Q: I have one titanium cell and nine runs, and every pressure comes out negative. Nobody is pulling on the crystal, so what does that mean?

DFT calculations with the PBE functional for hcp titanium (P6₃/mmc, 17.64 Å³/atom) in one fixed cell, without spin polarisation, with a 10×10×6 k mesh and Fermi-Dirac smearing of 0.05 eV. Basis entries in eV are plane-wave cutoffs. Pressure is positive in compression, and the Ansatz PAW value is given without its Pulay correction.

| program | potentials | basis | pressure (GPa) | pressure less the median of the rows (GPa) |
| --- | --- | --- | --- | --- |
| GPAW | GPAW PAW data sets (gpaw data 1.2.1) | 600 eV | -2.020 | -0.550 |
| SIESTA | PseudoDojo 0.4 standard, converted to PSML | DZP | -1.510 | -0.040 |
| Quantum ESPRESSO | SSSP 1.3 efficiency PBE | 748 eV | -1.470 | 0.000 |
| Ansatz LAPW | all electron LAPW, scalar relativistic | 0.001 eV/atom basis error | -1.470 | 0.000 |
| Ansatz | Ansatz PAW | 420 eV | -1.470 | 0.000 |
| ABACUS | PseudoDojo NC SR 0.4.1 PBE standard | 1143 eV | -1.360 | 0.110 |
| CP2K | GTH PBE with UZH TZVP basis | default | -1.350 | 0.120 |
| JDFTx | PseudoDojo SR PBE 0.5 standard | 1143 eV | -1.350 | 0.120 |
| ABINIT | JTH PAW PBE v2.0 | 408 eV | -1.260 | 0.210 |

A: The pressure counts as positive when the crystal pushes outward. A negative value means that the atoms pull inward, because the cell is larger than the one in which they would rest in this calculation. With a bulk modulus of roughly 110 GPa, a recalled value, the common result of −1.47 GPa corresponds to a cell about 1.3 % too large in volume. That part belongs to the functional and the chosen cell, and all nine runs share it.

Q: Which row do I hold the others against?

A: The all-electron LAPW row, since it uses no pseudopotential and its basis error is controlled. It is the reference for this functional, which need not be the reference for real titanium. Quantum ESPRESSO and Ansatz agree with it to within 0.01 GPa, although both freeze the inner electrons. The simple pattern is therefore that the same functional and the same cell give the same pressure, whatever the program.

Q: And who breaks it?

A: By pressure alone, GPAW does, at 0.55 GPa below the all-electron value. ABINIT lies 0.21 GPa above it, and ABACUS, CP2K and JDFTx about 0.1 GPa above. In terms of volume, GPAW's offset is worth roughly 0.5 % and each of the others at most 0.2 %.

Q: So SIESTA is fine? It is only 0.04 GPa off, with a small basis.

A: Its pressure is fine, but its stress is not. The pressure is an average over directions,

$$P=\frac{2\sigma_{\rm plane}+\sigma_c}{3},$$

where $\sigma_{\rm plane}$ is the stress in the hexagonal plane and $\sigma_c$ the stress along the c axis, both positive in compression. The same SIESTA run has $\sigma_{\rm plane}$ 0.21 GPa below the all-electron value and $\sigma_c$ 0.31 GPa above it. The average of these errors is $(-2\times0.21+0.31)/3\approx-0.04$ GPa, so two large errors nearly cancel.

This matters as soon as the cell is allowed to change shape. In the other eight runs the crystal pulls harder along c than in the plane, while in SIESTA the order is reversed.

Q: Could the other rows hide something similar?

A: We can test that with a simple model: each program gives the all-electron stress plus one shift that is equal in all directions. The difference between $\sigma_c$ and $\sigma_{\rm plane}$ should then be the same in every row. In the plane-wave runs it stays within about 0.05 GPa of the all-electron value, even for GPAW. The model fails for the two programs that use local orbitals, by 0.14 GPa in CP2K and 0.51 GPa in SIESTA. The analysis printed after this text gives the stresses row by row.

Q: Why would a plane-wave error be the same in all directions?

A: Plane waves fill space evenly and are cut off at one kinetic energy, whatever their direction. What the cutoff loses is the finest detail of the wavefunctions, and that detail sits close to the nuclei, where the surroundings look almost spherical. The resulting stress error therefore has hardly any preferred axis. An error of the pseudopotential also sits close to the nucleus. In a metal packed as evenly as this one, it can be expected to act in much the same way, though in a layered crystal it need not. ABACUS and JDFTx, which use related potentials at the same cutoff, share almost the same shift, which suggests that it comes from the potentials and not from the programs.

Q: Then what shifts GPAW so far?

A: One candidate is the Pulay stress. When a cell expands with a fixed set of plane waves, every wave is stretched and its kinetic energy falls as $V^{-2/3}$, where $V$ is the volume. The effective cutoff $E_{\rm cut}$ drops with it, the basis becomes poorer, and the computed energy $E$ rises for no physical reason. The crystal then seems to resist expansion more than it should, which makes the pressure too negative. Since pressure is $-dE/dV$, the error is

$$\Delta P=\frac{2}{3V}\,\frac{dE}{d\ln E_{\rm cut}}.$$

The energy falls as the cutoff rises, so this error lowers the pressure. It can't explain why ABACUS, JDFTx and ABINIT lie above the all-electron value, which points to their potentials instead.

Q: Is that large enough to explain 0.55 GPa?

A: Let us turn the formula round and ask what it would take. With 17.64 Å³ per atom, and 1 eV/Å³ equal to 160.2 GPa,

$$-\frac{dE}{d\ln E_{\rm cut}}=\frac{3\times17.64\times0.547}{2\times160.2}\approx0.09\ \text{eV per atom}.$$

Raising the cutoff by 10 % would then lower the energy by about $0.09\times\ln 1.1\approx0.009$ eV per atom, or clearly less if the curve flattens quickly.

The correction that Ansatz computes for its own run corresponds to a slope of only about 0.002 eV per atom. GPAW's data set would have to converge far more slowly. That is possible, since every data set has its own rate, but it is untested here. A second GPAW run at a clearly higher cutoff would decide. If the pressure moves up towards −1.47 GPa, the cutoff was the cause. If it stays near −2.02 GPa, the data set or another numerical setting becomes the suspect.

Q: And why do local orbitals spoil the balance between the directions?

A: Each atom carries a small set of functions with fixed shapes, and it also borrows from the functions of its neighbours. How much it can borrow depends on how far away they are and in which direction. The twelve nearest neighbours surround a titanium atom almost evenly, so their distance alone would give nearly the same error along every axis. The shapes of the orbitals and the neighbours further out can upset this balance. The energy error then depends on the shape of the cell, and its slope appears as a false stress with a preferred axis.

ABACUS makes a good comparison, because it uses the same family of potentials with plane waves. SIESTA's energy is 0.17 eV per atom higher, which fits a less flexible basis, provided that the two versions of the potential are equivalent, since total energies can't be compared otherwise. Its stress along c differs by 0.19 GPa. For a 1 % stretch along c, that stress difference amounts to only $17.64\times0.19\times0.01/160.2\approx0.0002$ eV per atom. A tiny change in a large energy error is thus enough to spoil the stress. The small basis is the likely cause, and a run with a larger one would test it.

Q: What should I check, then, before I trust a computed pressure?

A: Look at the stress along each axis before you look at the average. When you compare with a trusted result, make sure that both runs use the same k mesh and smearing. If a plane-wave program is then off by the same amount in all directions, the sign helps. A pressure that is too high points to the potential, while one that is too low may also come from the cutoff, which a run with a higher cutoff will show.

If the offset differs between the axes and the program uses local orbitals, suspect the basis, and enlarge it before you relax the shape of the cell. In a cubic crystal symmetry makes the axes equal, so there only a larger basis can reveal such an error.

Printed output of the fit:

```
Stress in GPa:
               row  in plane  along c  c less plane
              GPAW     -1.87   -2.309        -0.439
            SIESTA    -1.547   -1.423        0.1241
  Quantum ESPRESSO    -1.337   -1.728       -0.3909
       Ansatz LAPW     -1.34   -1.729       -0.3893
            Ansatz    -1.343   -1.734       -0.3905
            ABACUS    -1.232   -1.613       -0.3806
              CP2K    -1.264   -1.517        -0.253
             JDFTx    -1.219   -1.601       -0.3817
            ABINIT    -1.125   -1.533       -0.4077
Offset from all-electron LAPW in GPa:
               row   pressure   in plane    along c  c less plane
              GPAW    -0.5474    -0.5308    -0.5805      -0.04968
            SIESTA   -0.03632    -0.2075      0.306        0.5134
  Quantum ESPRESSO   0.001714   0.002237   0.000667      -0.00157
       Ansatz LAPW          0          0          0             0
            Ansatz  -0.004109  -0.003727  -0.004872     -0.001145
            ABACUS     0.1104     0.1075     0.1162      0.008727
              CP2K     0.1205    0.07507     0.2114        0.1363
             JDFTx     0.1231     0.1205     0.1281       0.00763
            ABINIT     0.2082     0.2143     0.1959       -0.0184
Static equilibrium volume less cell volume, LAPW, rough, percent: -1.336
GPAW offset as a volume change, rough, percent: -0.4976
ABINIT offset as a volume change, rough, percent: 0.1892
JDFTx less ABACUS pressure, GPa: 0.01265
SIESTA less ABACUS in plane, GPa: -0.315
SIESTA less ABACUS along c, GPa: 0.1897
SIESTA less ABACUS free energy, eV per atom: 0.1703
Energy fall per unit of ln cutoff that GPAW would need, eV per atom: 0.0904
Energy fall for a 10 percent higher cutoff at that slope, meV per atom: 8.616
Same slope from the Ansatz Pulay correction, eV per atom: 0.002308
```
